**SiH$_2$ atomization energy in 6-31G: FCI remainder and method error**

The table holds the computed less measured atomization energy of singlet SiH$_2$ for wave-function levels from RHF to frozen-core FCI and for eight density-functional levels, all in 6-31G with Ansatz 0.2.0. The program splits each wave-function miss into the FCI remainder and the distance from FCI, and uses molecular energies of the same runs to divide the correlation gain between molecule and silicon atom. It tests parameter-free pair and electron counts for that gain, a Davidson-type estimate of the CISD error, and a linear exact-exchange slope taken from PBE and PBE0. FCI still misses by 146.7 kJ/mol, both pair counts match the gain of 106.3 kJ/mol within 6 %, and the electron count fails. The CISD error lies in the molecule, and the split of the PBE to RPA-PBE drop into exchange and correlation is only rough.

Ansatz 0.2.0, neutral singlet SiH$_2$ with the 6-31G basis at the MP2(full)/6-31G* geometry; the level of theory is given in each row. The correlated wave-function levels keep the neon core of Si frozen, and relativity is left out.

## The fit in Python

```python
# Table: singlet SiH2, Ansatz 0.2.0, 6-31G, frozen core: computed less measured atomization energy by level.
# Tested: miss = FCI remainder + method error; pair counting of the correlation gain; CISD size error; exact-exchange slope.
T = {
    'row_level': ['RHF', 'UHF', 'RMP2', 'CISD', 'RCCSD', 'RCCSD(T)', 'BCCD(T)', 'RCCSDT', 'CISDTQ', 'RCCSDT(Q)', 'RCCSDTQ', 'CASSCF valence', 'NEVPT2 valence', 'MRCISD valence', 'MRCISD+Q valence', 'FCI', 'SPW92', 'PBE', 'r2SCAN', 'PBE0', 'B3LYP', 'wB97M-V', 'B2PLYP', 'RPA-PBE'],
    'row_miss': [-253.0, -248.2, -176.9, -154.1, -148.4, -147.3, -147.3, -146.9, -146.8, -146.7, -146.7, -166.0, -150.7, -147.9, -147.6, -146.7, 7.3, -65.9, -63.2, -76.9, -51.4, -42.9, -90.6, -157.8],  # kJ/mol
    'cost': [0.1, 0.1, None, 0.1, None, 0.1, 0.2, None, 0.5, 0.3, 0.7, None, 0.2, None, 0.5, 0.5, 0.2, 0.4, 1, 0.6, 0.3, 1, 0.8, 0.5],  # s
}
import numpy as np
from scipy.constants import e, N_A
k = e*N_A/1000
M = dict(zip(T['row_level'], T['row_miss']))
L = T['row_level']; n = L.index('FCI') + 1
meas = 633.7  # measured value from the notes, kJ/mol
# results of the same runs: molecular energy below RHF (eV), natural occupations of empty orbitals, geometry
ref = -7890.48347
C = {'UHF': ref+7890.5329, 'RMP2': 0.064108+1.119878, 'CISD': ref+7892.14515, 'RCCSD': 1.72145,
     'RCCSD(T)': 1.72145+0.015101, 'BCCD(T)': ref+7892.22026, 'RCCSDT': 1.742312,
     'CISDTQ': ref+7892.22676, 'RCCSDT(Q)': 1.742312+0.0013955}
C = {a: b*k for a, b in C.items()}
sd = [0.036506, 0.033947, 0.023974, 0.0080665, 0.0043512, 0.0034257, 0.0015104, 0.00058466, 0.00035582]
tq = [0.048448, 0.038711, 0.02715, 0.0090619, 0.0049486, 0.0038929, 0.0017469, 0.00069318, 0.00062902]
y, z = 1.10, 1.05
F, H = M['FCI'], M['RHF']; G = F - H
print(f"Si-H {np.hypot(y, z):.2f} A, angle {2*np.degrees(np.arctan(y/z)):.0f} deg; energies in kJ/mol; rounding limit on differences 0.1")
print(f"atomization energy: measured {meas}, FCI {meas+F:.1f}, RHF {meas+H:.1f}; FCI miss {100*F/meas:.1f} % of measured")
print(f"RHF miss {H:.1f} = FCI remainder {F:.1f} ({100*F/H:.0f} %) + method error {-G:.1f} ({100*G/-H:.0f} %)")
print("level | less FCI | gain over RHF | % of FCI gain | molecule below RHF | implied Si atom part")
A = {}
for a in L[:n]:
    g = M[a] - H
    s = ""
    if a in C:
        A[a] = C[a] - g
        s = f" | {C[a]:6.1f} | {A[a]:5.1f}"
    print(f"{a:17s}| {M[a]-F:6.1f} | {g:6.1f} | {100*g/G:5.1f}{s}")
Cm, Ca = C['RCCSDT(Q)'], A['RCCSDT(Q)']
print(f"gain / molecular correlation at CCSDT(Q): {G/Cm:.3f}; RMP2 {(M['RMP2']-H)/C['RMP2']:.3f}; CISD {(M['CISD']-H)/C['CISD']:.3f}")
for name, a, b in [("opposite-spin pairs", 9, 3), ("all pairs", 15, 6), ("electrons", 6, 4)]:
    f = 1 - b/a
    print(f"  count of {name} {a} vs {b}: ratio {f:.3f}, gain {f*Cm:.1f}, residual {f*Cm-G:+.1f} ({100*(f*Cm/G-1):+.0f} %)")
print(f"MP2 recovers {100*C['RMP2']/Cm:.0f} % in molecule (short {Cm-C['RMP2']:.1f}), {100*A['RMP2']/Ca:.0f} % in atom (short {Ca-A['RMP2']:.1f})")
w = sum(sd)/2
print(f"CISD short {Cm-C['CISD']:.1f} in molecule, {Ca-A['CISD']:.1f} in atom; estimated 1-c0^2 = {w:.3f}")
print(f"Davidson term {w*C['CISD']:.1f}, times (1-2/6) {w*C['CISD']*2/3:.1f}; molecular CCSD less CISD {C['RCCSD']-C['CISD']:.1f}")
t1, t2 = C['RCCSD(T)']-C['RCCSD'], C['RCCSDT']-C['RCCSD']
print(f"molecular triples: (T) {t1:.2f}, full {t2:.2f} ({100*t1/t2:.0f} %); (Q) {Cm-C['RCCSDT']:.2f}")
cas = M['CASSCF valence']
print(f"three leading empty orbitals hold {100*sum(tq[:3])/sum(tq):.0f} % of empty occupation {sum(tq):.3f}; CASSCF gain {100*(cas-H)/G:.0f} %")
print(f"of CASSCF shortfall {F-cas:.1f}: NEVPT2 regains {M['NEVPT2 valence']-cas:.1f}, MRCISD {M['MRCISD valence']-cas:.1f}")
print("functional | miss | % of measured | less FCI")
for a in L[n:]:
    print(f"{a:9s}| {M[a]:7.1f} | {100*M[a]/meas:6.1f} | {M[a]-F:+6.1f}")
five = [M[a] for a in ['PBE', 'r2SCAN', 'PBE0', 'B3LYP', 'wB97M-V']]
print(f"PBE to wB97M-V: mean {np.mean(five):.1f}, spread {max(five)-min(five):.1f}; SPW92 less PBE {M['SPW92']-M['PBE']:.1f}")
sl = (M['PBE0']-M['PBE'])/0.25
x = M['PBE'] + sl
print(f"PBE0 less PBE {M['PBE0']-M['PBE']:.1f}; slope {sl:.0f} per unit exact exchange (rounding 0.4); full exchange miss about {x:.0f}")
print(f"RPA-PBE less PBE {M['RPA-PBE']-M['PBE']:.1f} = exchange about {sl:.0f} + correlation swap about {M['RPA-PBE']-x:.0f}")
print(f"gain over RHF: PBE correlation about {x-H:.0f}, FCI {G:.1f}, RPA-PBE {M['RPA-PBE']-H:.1f}; B2PLYP less B3LYP {M['B2PLYP']-M['B3LYP']:.1f}")
ts = [c for c in T['cost'] if c is not None]
print(f"rough times {min(ts)} to {max(ts)} s over {len(ts)} rows")
assert all(M[a] <= F for a in L[:n]) and -F > G
assert abs(A['UHF']) < 0.15
assert 0.6 < G/Cm < 2/3
assert max(abs(A[a]-Ca) for a in A if a not in ('UHF', 'RMP2')) < 1.0
```

Printed output:

```
Si-H 1.52 A, angle 93 deg; energies in kJ/mol; rounding limit on differences 0.1
atomization energy: measured 633.7, FCI 487.0, RHF 380.7; FCI miss -23.1 % of measured
RHF miss -253.0 = FCI remainder -146.7 (58 %) + method error -106.3 (42 %)
level | less FCI | gain over RHF | % of FCI gain | molecule below RHF | implied Si atom part
RHF              | -106.3 |    0.0 |   0.0
UHF              | -101.5 |    4.8 |   4.5 |    4.8 |  -0.0
RMP2             |  -30.2 |   76.1 |  71.6 |  114.2 |  38.1
CISD             |   -7.4 |   98.9 |  93.0 |  160.3 |  61.4
RCCSD            |   -1.7 |  104.6 |  98.4 |  166.1 |  61.5
RCCSD(T)         |   -0.6 |  105.7 |  99.4 |  167.6 |  61.9
BCCD(T)          |   -0.6 |  105.7 |  99.4 |  167.6 |  61.9
RCCSDT           |   -0.2 |  106.1 |  99.8 |  168.1 |  62.0
CISDTQ           |   -0.1 |  106.2 |  99.9 |  168.2 |  62.0
RCCSDT(Q)        |    0.0 |  106.3 | 100.0 |  168.2 |  61.9
RCCSDTQ          |    0.0 |  106.3 | 100.0
CASSCF valence   |  -19.3 |   87.0 |  81.8
NEVPT2 valence   |   -4.0 |  102.3 |  96.2
MRCISD valence   |   -1.2 |  105.1 |  98.9
MRCISD+Q valence |   -0.9 |  105.4 |  99.2
FCI              |    0.0 |  106.3 | 100.0
gain / molecular correlation at CCSDT(Q): 0.632; RMP2 0.666; CISD 0.617
  count of opposite-spin pairs 9 vs 3: ratio 0.667, gain 112.2, residual +5.9 (+6 %)
  count of all pairs 15 vs 6: ratio 0.600, gain 100.9, residual -5.4 (-5 %)
  count of electrons 6 vs 4: ratio 0.333, gain 56.1, residual -50.2 (-47 %)
MP2 recovers 68 % in molecule (short 54.0), 62 % in atom (short 23.8)
CISD short 7.9 in molecule, 0.5 in atom; estimated 1-c0^2 = 0.056
Davidson term 9.0, times (1-2/6) 6.0; molecular CCSD less CISD 5.8
molecular triples: (T) 1.46, full 2.01 (72 %); (Q) 0.13
three leading empty orbitals hold 84 % of empty occupation 0.135; CASSCF gain 82 %
of CASSCF shortfall 19.3: NEVPT2 regains 15.3, MRCISD 18.1
functional | miss | % of measured | less FCI
SPW92    |     7.3 |    1.2 | +154.0
PBE      |   -65.9 |  -10.4 |  +80.8
r2SCAN   |   -63.2 |  -10.0 |  +83.5
PBE0     |   -76.9 |  -12.1 |  +69.8
B3LYP    |   -51.4 |   -8.1 |  +95.3
wB97M-V  |   -42.9 |   -6.8 | +103.8
B2PLYP   |   -90.6 |  -14.3 |  +56.1
RPA-PBE  |  -157.8 |  -24.9 |  -11.1
PBE to wB97M-V: mean -60.1, spread 34.0; SPW92 less PBE 73.2
PBE0 less PBE -11.0; slope -44 per unit exact exchange (rounding 0.4); full exchange miss about -110
RPA-PBE less PBE -91.9 = exchange about -44 + correlation swap about -48
gain over RHF: PBE correlation about 143, FCI 106.3, RPA-PBE 95.2; B2PLYP less B3LYP -39.2
rough times 0.1 to 1 s over 19 rows
```
